## Broken-symmetry mapping and approximate spin projection

A single determinant can describe the state of highest spin of two weakly coupled open-shell centres, but not the low-spin states, which are multiconfigurational. An unrestricted calculation with the spins of the centres antiparallel converges instead to a broken-symmetry (BS) determinant, an eigenfunction of $\hat S_z$ but not of $\hat S^2$. The exchange coupling and the low-spin energy can be extracted from the high-spin (HS) and BS determinants under the premises below.

### Conventions and premises

Spin operators are in units of $\hbar$, so $J$ is an energy in joules. The centres carry spins $S_A\ge S_B$, with $S_{\max}=S_A+S_B$ and $S_{\min}=S_A-S_B$. The spin Hamiltonian is

$$\hat H_{\rm s}=E_0-2J\,\hat{\mathbf S}_A\cdot\hat{\mathbf S}_B ,\tag{1}$$

so that $J<0$ is antiferromagnetic. Couplings quoted for $-J\,\hat{\mathbf S}_A\cdot\hat{\mathbf S}_B$ are twice as large.

- **P1.** The electronic Hamiltonian $\hat H$ is spin free, $[\hat H,\hat S^2]=0$, and the nuclei are fixed at one geometry.
- **P2.** $E_{\rm BS}$ and $E_{\rm HS}$ are expectation values of $\hat H$ in determinants. This holds in Hartree–Fock (HF) theory and is an assumption in Kohn–Sham (KS) theory.
- **P3.** The spin components of both determinants have the energies of the ladder generated by (1), with one $E_0$ and one $J$.

### Step 1: the spin ladder

From $\hat{\mathbf S}=\hat{\mathbf S}_A+\hat{\mathbf S}_B$ follows $2\hat{\mathbf S}_A\cdot\hat{\mathbf S}_B=\hat S^2-\hat S_A^2-\hat S_B^2$. The eigenvalues of (1) are therefore

$$E(S)=E_0'-J\,S(S+1),\qquad E_0'=E_0+J[S_A(S_A+1)+S_B(S_B+1)],\tag{2}$$

for $S=S_{\min},\dots,S_{\max}$. For two spins $1/2$, $E_S-E_T=2J$, with S and T for singlet and triplet.

### Step 2: the mapping

Expand a normalised determinant in normalised spin eigenfunctions, $\Phi=\sum_S c_S\Psi_S$, with weights $w_S=|c_S|^2$ and $\sum_S w_S=1$. By P1 neither $\hat H$ nor $\hat S^2$ connects different $S$, so

$$\langle\hat H\rangle=\sum_S w_S\langle\Psi_S|\hat H|\Psi_S\rangle,\qquad \langle\hat S^2\rangle=\sum_S w_S\,S(S+1).$$

By P3 the component energies are those of (2), and the first sum becomes $E_0'-J\langle\hat S^2\rangle$. Writing this for BS and HS and subtracting removes $E_0'$:

$$J=\frac{E_{\rm BS}-E_{\rm HS}}{\langle\hat S^2\rangle_{\rm HS}-\langle\hat S^2\rangle_{\rm BS}} .\tag{3}$$

This is Yamaguchi's formula. The individual weights never appear, because the ladder is linear in $S(S+1)$. Extrapolating the same straight line to the lowest spin gives the approximately projected energy

$$E_{\rm AP}=E_{\rm HS}+J\,[\langle\hat S^2\rangle_{\rm HS}-S_{\min}(S_{\min}+1)].\tag{4}$$

### Step 3: the denominator

Let the determinant hold $N_\alpha\ge N_\beta$ electrons, $M=(N_\alpha-N_\beta)/2$. Use $\hat S^2=\hat S_-\hat S_++\hat S_z(\hat S_z+1)$, so that $\langle\hat S^2\rangle=M(M+1)+\|\hat S_+\Phi\|^2$. Unitary mixing among the occupied $\alpha$ orbitals, and among the occupied $\beta$ orbitals, changes $\Phi$ by a phase only. The singular value decomposition of the spatial overlap matrix between the two sets thus yields corresponding orbitals with $\langle\phi_i^\alpha|\phi_k^\beta\rangle=s_k\delta_{ik}$, $0\le s_k\le1$. The operator $\hat S_+$ produces one term for each $\beta$ orbital $k$, with its spin turned to $\alpha$. Antisymmetry removes the part of $\phi_k^\beta$ inside the occupied $\alpha$ space, which is $s_k\phi_k^\alpha$, and leaves the squared norm $1-s_k^2$. Terms with different $k$ have different occupied $\beta$ orbitals and are orthogonal. Hence

$$\langle\hat S^2\rangle=M(M+1)+\sum_{k=1}^{N_\beta}(1-s_k^2).\tag{5}$$

Assume that the closed-shell pairs are unpolarised, $s_k=1$. Then HS is a pure state with $S=S_{\max}$, and BS has $M=S_{\min}$ and $2S_B$ magnetic pairs. Since $S_{\max}(S_{\max}+1)-S_{\min}(S_{\min}+1)=4S_AS_B+2S_B$, the denominator of (3) is

$$D=4S_AS_B+\sum_{k=1}^{2S_B}s_k^2 .\tag{6}$$

For weak overlap, $s_k\to0$, $D=4S_AS_B$. The determinant is then the product $|S_A,S_A\rangle|S_B,-S_B\rangle$, and (3) is the formula of Noodleman (1981). For strong overlap, $s_k\to1$, $D=4S_AS_B+2S_B$, the determinant is a pure state of spin $S_{\min}$ and (4) returns $E_{\rm AP}=E_{\rm BS}$. For equal spins, $S_A=S_B=S_{\max}/2$, the limits read $S_{\max}^2$ and $S_{\max}(S_{\max}+1)$. These two forms do not hold for unequal spins.

For two spins $1/2$ there is one overlap $s$, with $\langle\hat S^2\rangle_{\rm BS}=1-s^2$ and $D=1+s^2$. The three estimates are

$$J_{\rm w}=E_{\rm BS}-E_T,\qquad J_{\rm Y}=\frac{E_{\rm BS}-E_T}{1+s^2},\qquad J_{\rm s}=\tfrac12(E_{\rm BS}-E_T),\tag{7}$$

and the singlet energy $E_T+2J$ is $2E_{\rm BS}-E_T$ for weak overlap and $E_{\rm BS}$ for strong overlap.

### Step 4: two electrons in two orbitals

Premise P3 can be examined exactly for a symmetric dimer with orthonormal real orbitals $g$ and $u$ of even and odd parity. A bar marks $\beta$ spin. With $\phi_\pm=g\cos\theta\pm u\sin\theta$, whose overlap is $s=\cos2\theta$, expansion of the determinant gives

$$|\phi_+\bar\phi_-|=\cos^2\theta\,|g\bar g|-\sin^2\theta\,|u\bar u|+\sin\theta\cos\theta\,(|u\bar g|-|g\bar u|).$$

The last bracket has the spatial factor $ug-gu$ and the spin factor $\alpha\beta+\beta\alpha$, and equals $\sqrt2$ times the normalised $M=0$ triplet $|T\rangle$. Define the localised orthonormal orbitals $A,B=(g\pm u)/\sqrt2$ and the covalent and ionic singlets

$$|c\rangle=\frac{|g\bar g|-|u\bar u|}{\sqrt2}=\frac{|A\bar B|+|B\bar A|}{\sqrt2},\qquad |i\rangle=\frac{|g\bar g|+|u\bar u|}{\sqrt2}=\frac{|A\bar A|+|B\bar B|}{\sqrt2}.$$

With $\cos^2\theta=(1+s)/2$ and $\sin^2\theta=(1-s)/2$,

$$\Phi_{\rm BS}=\frac{1}{\sqrt2}\left(|c\rangle+s|i\rangle+\sqrt{1-s^2}\,|T\rangle\right).\tag{8}$$

The weights are $w_S=(1+s^2)/2$ and $w_T=(1-s^2)/2$. The space contains one triplet only, so the triplet component has the energy $E_T$ of the HS determinant. Two levels always define a ladder, so P3 holds identically if $E_S$ means the energy of the singlet component. Solving $E_{\rm BS}=w_SE_S+w_TE_T$ for $E_S$ gives $E_T+2J_{\rm Y}$. Here (4) is the exact spin projection of $\Phi_{\rm BS}$. What remains open is how close the projected singlet lies to the ground state.

Let $h$ be the one-electron operator and $(pq|rs)$ the repulsion between the charge distributions $pq$ and $rs$. The Slater–Condon rules give $E_T=2h_{AA}+(AA|BB)-\kappa$, $E_c=2h_{AA}+(AA|BB)+\kappa$, $E_i=2h_{AA}+(AA|AA)+\kappa$ and $\langle c|\hat H|i\rangle=-2t$, with

$$\kappa=(AB|AB),\qquad U=(AA|AA)-(AA|BB),\qquad t=-h_{AB}-(AA|AB).$$

The direct exchange $\kappa$ is the self-repulsion of a charge distribution and is positive. Measured from $E_T$, the even singlet block is

$$\begin{pmatrix}2\kappa&-2t\\-2t&2\kappa+U\end{pmatrix},\qquad J_{\rm CI}=\tfrac12(E_{\rm CI}-E_T)=\kappa+\tfrac14(U-\Delta),\quad \Delta=\sqrt{U^2+16t^2},\tag{9}$$

where $E_{\rm CI}$ is the lower eigenvalue, the full-CI ground state of this space when it lies below $E_T$. Its eigenvector is proportional to $|c\rangle+s_0|i\rangle$ with $s_0=(\Delta-U)/4t$.

From (8), $E_{\rm BS}(s)-E_T=\tfrac12[2\kappa-4ts+s^2(2\kappa+U)]$. The minimum lies at

$$s=\frac{2t}{U+2\kappa},\qquad E_{\rm BS}-E_T=\kappa-\frac{2t^2}{U+2\kappa},\tag{10}$$

provided $2t<U+2\kappa$. At equality, the Coulson–Fischer point, $s$ reaches 1, and for larger $t$ the restricted determinant $|g\bar g|$ is the minimum. The weak-overlap limit neglects $s^2$ in $D$ and must not be read as $s=0$ in the energy: at $s=0$ only the ferromagnetic $\kappa$ survives. The antiferromagnetic term comes from the ionic admixture, which lowers the energy linearly in $s$ and changes $\langle\hat S^2\rangle$ quadratically.

### Step 5: the Hubbard dimer

Setting $\kappa=0$ gives the half-filled Hubbard dimer, with $E_T=0$, $s=2t/U$ and $E_{\rm BS}=-2t^2/U$ for $U>2t$. The exact singlet is

$$E_{\rm CI}=\tfrac12(U-\Delta)=-\frac{4t^2}{U}+\frac{16t^4}{U^3}-\frac{128t^6}{U^5}+\dots$$

The BS determinant has half of the leading term, since half of it is triplet, which gains nothing from hopping. The weak-overlap rule removes that half:

$$E_S=2E_{\rm BS}-E_T=-\frac{4t^2}{U},\qquad J_{\rm w}=-\frac{2t^2}{U}.\tag{11}$$

The full denominator $1+4t^2/U^2$ gives

$$E_{\rm AP}=-\frac{4t^2U}{U^2+4t^2}=-\frac{4t^2}{U}+\frac{16t^4}{U^3}-\frac{64t^6}{U^5}+\dots,$$

which is also correct at fourth order. The strong-overlap form gives $J_{\rm s}=-t^2/U$, half the exact value as $t/U\to0$.

The gain of one order has a variational origin and survives for $\kappa\ne0$. The normalised singlet $\propto|c\rangle+s|i\rangle$ is rotated by the angle $\arctan s-\arctan s_0$ from the ground state, in a plane whose two eigenvalues differ by $\Delta$. Therefore, exactly,

$$J_{\rm Y}-J_{\rm CI}=\tfrac12\Delta\,\sin^2(\arctan s-\arctan s_0)\ \ge0 .\tag{12}$$

Count $t/U$ as first order and $\kappa/U$ as second order. Then $s=2t/U-4\kappa t/U^2$ and $s_0=2t/U-8t^3/U^3$ through third order, $\Delta\to U$, and the leading errors are

$$J_{\rm Y}-J_{\rm CI}\simeq\frac{8t^2}{U^3}\left(\frac{2t^2}{U}-\kappa\right)^2,\qquad J_{\rm w}-J_{\rm CI}\simeq-\frac{4t^2}{U^2}\left(\frac{2t^2}{U}-\kappa\right),\tag{13}$$

the second from expanding (9) and (10) directly. Since $J\simeq\kappa-2t^2/U$, the relative error of $J_{\rm w}$ is about $s^2$, an overestimate of $|J|$, while that of $J_{\rm Y}$ is of order $s^4$. Because (12) vanishes at $s=s_0$, optimising $s$ after the projection would be exact in this space. The residual error of $J_{\rm Y}$ is that of varying before projecting.

The protection ends as $s\to1$. At $U=2t$ in the Hubbard dimer the projection does nothing and $E_{\rm AP}=U/2-2t=-t$, whereas $E_{\rm CI}=(1-\sqrt5)\,t=-1.236\,t$, an error of 19 per cent of the singlet–triplet gap. This is the correlation energy missing from the restricted determinant.

### Step 6: what changes with a density functional

In KS theory P2 fails in two places. The energy is a functional of the spin densities and need not be linear in the weights $w_S$, and (5) gives $\langle\hat S^2\rangle$ of the non-interacting reference determinant. The exact functional would need no mapping: for $J<0$ and equal spins its minimum at $M=0$ is the singlet, with zero spin density.

A one-parameter model shows how an approximate functional enters. In the Hubbard dimer the site moment of $\Phi_{\rm BS}$ is $m=\sin2\theta$, so $m^2=1-s^2$, and the HF energy is $-2ts+\tfrac12U(1-m^2)$. Suppose a functional charges $\tfrac12\tilde U(1-m^2)$ for reducing the moments from their triplet value $|m|=1$. Minimising $-2ts+\tfrac12\tilde Us^2$ gives $s=2t/\tilde U$ and $J_{\rm w}=-2t^2/\tilde U$. At $t=0$ the unpolarised solution $s=1$ lies $\tilde U/4$ per atom above the polarised one. This is the fractional-spin error, since an atom holding half an $\alpha$ and half a $\beta$ electron is an ensemble of degenerate states and has, exactly, the energy of the polarised atom. In this model the mapping returns the exact leading $J$ if $\tilde U=U$, that is with the full fractional-spin error of HF theory. For $2t<\tilde U<U$, $J_{\rm w}$ overestimates $|J|$ by the factor $U/\tilde U$, and for $\tilde U<2t$ the symmetry does not break. Exact-exchange admixture and on-site $+U$ corrections act on $\tilde U$, so $J$ depends on them. The model also explains an ambiguity: with $\tilde U=U/2$ and small $t$, $J_{\rm s}=-t^2/\tilde U$ equals the exact $-2t^2/U$ by cancellation of two factors of 2, which is no evidence for strong overlap.

### Range of validity

1. **A ladder must exist.** Equation (1) has physical meaning when ionic and locally excited states lie far above the ladder, $t\ll U$ or $s_k^2\ll1$. For two spins $1/2$, $J$ can always be defined as half the gap, and (9) to (13) give the quality of each estimate.
2. **Spins above $1/2$.** More than two components occur and P3 is a true approximation. Add $b(\hat{\mathbf S}_A\cdot\hat{\mathbf S}_B)^2$ to (1) for $S_A=S_B=1$. The product state has Clebsch–Gordan weights $1/3,1/2,1/6$ for $S=0,1,2$, where $\hat{\mathbf S}_A\cdot\hat{\mathbf S}_B=-2,-1,1$. The square averages to 2 in BS and is 1 in HS, so (3) with $D=4$ returns $J+b/4$, while the gaps are $E(1)-E(2)=4J$ and $E(0)-E(1)=2J+3b$. Two energies cannot fix both $J$ and $b$.
3. **Orbital relaxation.** In a larger basis the optimised triplet lies some $\delta\ge0$ below the triplet component of $\Phi_{\rm BS}$. Using it raises the two-electron $E_{\rm AP}$ by $\delta\,w_T/w_S$ above the projected energy, so in HF theory it remains an upper bound to the exact singlet.
4. **Core polarisation.** Pairs with $s_k$ slightly below 1 admix states of high excitation energy that are off the ladder. Equation (3) is unaffected to the extent that their contributions to energy and to $\langle\hat S^2\rangle$ cancel between BS and HS.
5. **Other limits.** Spin–orbit coupling violates P1, orbital degeneracy or mixed valence invalidates (1), and more than two centres require several BS determinants. With a functional, P2 is assumed and not derived.

### Illustration: stretched H$_2$

Take one hydrogen 1s orbital, $(\pi a_0^3)^{-1/2}e^{-r/a_0}$, on each proton, called $a$ and $b$, and let $\rho=R/a_0$ with $a_0=52.918$ pm. Integrals are in units of $E_h=4.3597\times10^{-18}$ J, or $2625.5$ kJ mol$^{-1}$. The proton repulsion cancels in all differences. The overlap and one-electron integrals are

$$\sigma=e^{-\rho}(1+\rho+\rho^2/3),\quad h_{aa}=-\tfrac12-\tfrac1\rho+e^{-2\rho}\left(1+\tfrac1\rho\right),\quad h_{ab}=-\tfrac12\sigma-e^{-\rho}(1+\rho).$$

The standard two-electron integrals are $(aa|aa)=5/8$ and

$$(aa|bb)=\tfrac1\rho-e^{-2\rho}\left(\tfrac1\rho+\tfrac{11}8+\tfrac34\rho+\tfrac16\rho^2\right),$$

$$(aa|ab)=e^{-\rho}\left(\rho+\tfrac18+\tfrac5{16\rho}\right)-e^{-3\rho}\left(\tfrac18+\tfrac5{16\rho}\right),$$

$$(ab|ab)=\tfrac15e^{-2\rho}\left(\tfrac{25}8-\tfrac{23}4\rho-3\rho^2-\tfrac13\rho^3\right)+\tfrac6{5\rho}\left[\sigma^2(\gamma+\ln\rho)-2\sigma\sigma'\,{\rm Ei}(-2\rho)+\sigma'^2\,{\rm Ei}(-4\rho)\right],$$

the last due to Sugiura, with $\sigma'=e^{\rho}(1-\rho+\rho^2/3)$, Euler's constant $\gamma$ and the exponential integral Ei. With $g,u=(a\pm b)/\sqrt{2(1\pm\sigma)}$, upper sign for $g$,

$$h_{gg},h_{uu}=\frac{h_{aa}\pm h_{ab}}{1\pm\sigma},\qquad C_{gg},C_{uu}=\frac{(aa|aa)+(aa|bb)\pm4(aa|ab)+2(ab|ab)}{2(1\pm\sigma)^2},$$

$$C_{gu}=\frac{(aa|aa)+(aa|bb)-2(ab|ab)}{2(1-\sigma^2)},\qquad K=\frac{(aa|aa)-(aa|bb)}{2(1-\sigma^2)},$$

where $C_{pq}=(pp|qq)$ and $K=(gu|gu)$. The determinants $|g\bar g|$ and $|u\bar u|$ have energies $E_p=2h_{pp}+C_{pp}$ and are coupled by $K$, and $E_T=h_{gg}+h_{uu}+C_{gu}-K$. Rotating to $|c\rangle,|i\rangle$ gives $E_{c},E_{i}=\tfrac12(E_g+E_u)\mp K$ and the coupling $\tfrac12(E_g-E_u)$, so

$$U=2K,\qquad t=\tfrac14(E_u-E_g),\qquad\kappa=\tfrac14(C_{gg}+C_{uu}-2C_{gu}).$$

At $\rho=4$ the integrals are $\sigma=0.189262$, $h_{aa}=-0.749581$, $h_{ab}=-0.186209$, $(aa|bb)=0.247554$, $(aa|ab)=0.076982$ and $(ab|ab)=0.015627$. They give $h_{gg}=-0.786866$, $h_{uu}=-0.694887$, $C_{gg}=0.428374$, $C_{uu}=0.453282$, $C_{gu}=0.436277$, and then $t=0.052217$, $U=0.391468$, $\kappa=0.002275$. The tables, computed from unrounded integrals, give energies in kJ mol$^{-1}$.

| $\rho$ | $R$/pm | $t$ | $U$ | $\kappa$ | $s$ | $\langle\hat S^2\rangle_{\rm BS}$ |
|---|---|---|---|---|---|---|
| 3 | 158.8 | 267.6 | 912.1 | 13.08 | 0.570 | 0.675 |
| 4 | 211.7 | 137.1 | 1027.8 | 5.97 | 0.264 | 0.930 |
| 5 | 264.6 | 69.1 | 1127.5 | 2.17 | 0.122 | 0.985 |

| $\rho$ | $J_{\rm CI}$ | $J_{\rm w}$ | $J_{\rm Y}$ | $J_{\rm s}$ |
|---|---|---|---|---|
| 3 | $-110.5$ | $-139.6$ ($26$) | $-105.3$ ($-4.7$) | $-69.8$ ($-37$) |
| 4 | $-28.31$ | $-30.18$ ($6.6$) | $-28.22$ ($-0.34$) | $-15.09$ ($-47$) |
| 5 | $-6.17$ | $-6.26$ ($1.5$) | $-6.17$ ($-0.02$) | $-3.13$ ($-49$) |

The brackets hold the error $100\,(J-J_{\rm CI})/J_{\rm CI}$ relative to full CI in the same basis. All three distances lie beyond the Coulson–Fischer point, since $s<1$. The pattern follows (12) and (13): $J_{\rm w}$ overestimates $|J|$ by roughly $s^2$, $J_{\rm Y}$ underestimates it by far less, and $J_{\rm s}$ tends to half of $J_{\rm CI}$. At 159 pm the overlap is too large for the weak-overlap rule. The direct exchange is not negligible: $\kappa$ is 12, 21 and 35 per cent of $|J_{\rm CI}|$ at the three distances, and at $\rho=4$ the pure Hubbard estimate $-2t^2/U$ is $-36.57$ kJ mol$^{-1}$ against $-28.31$. These are the values of the minimal-basis model and not of the molecule, since a fixed 1s orbital permits no contraction, polarisation or dispersion.

The same tables describe two shallow hydrogenic donors in a single-valley semiconductor, within effective-mass theory, after lengths are scaled by $\varepsilon_r/m^*$ and energies by $m^*/\varepsilon_r^2$. With approximate inputs typical of GaAs, $\varepsilon_r=12.9$ and $m^*=0.067$ in units of the electron mass, the effective Bohr radius is $10.2$ nm, the row $\rho=4$ corresponds to a separation of $40.8$ nm, and the model's coupling is $J_{\rm CI}=-1.9\times10^{-23}$ J. The overlaps and relative errors are unchanged. The scaling does not carry over to silicon, where the six conduction valleys interfere and make the coupling oscillate with donor position.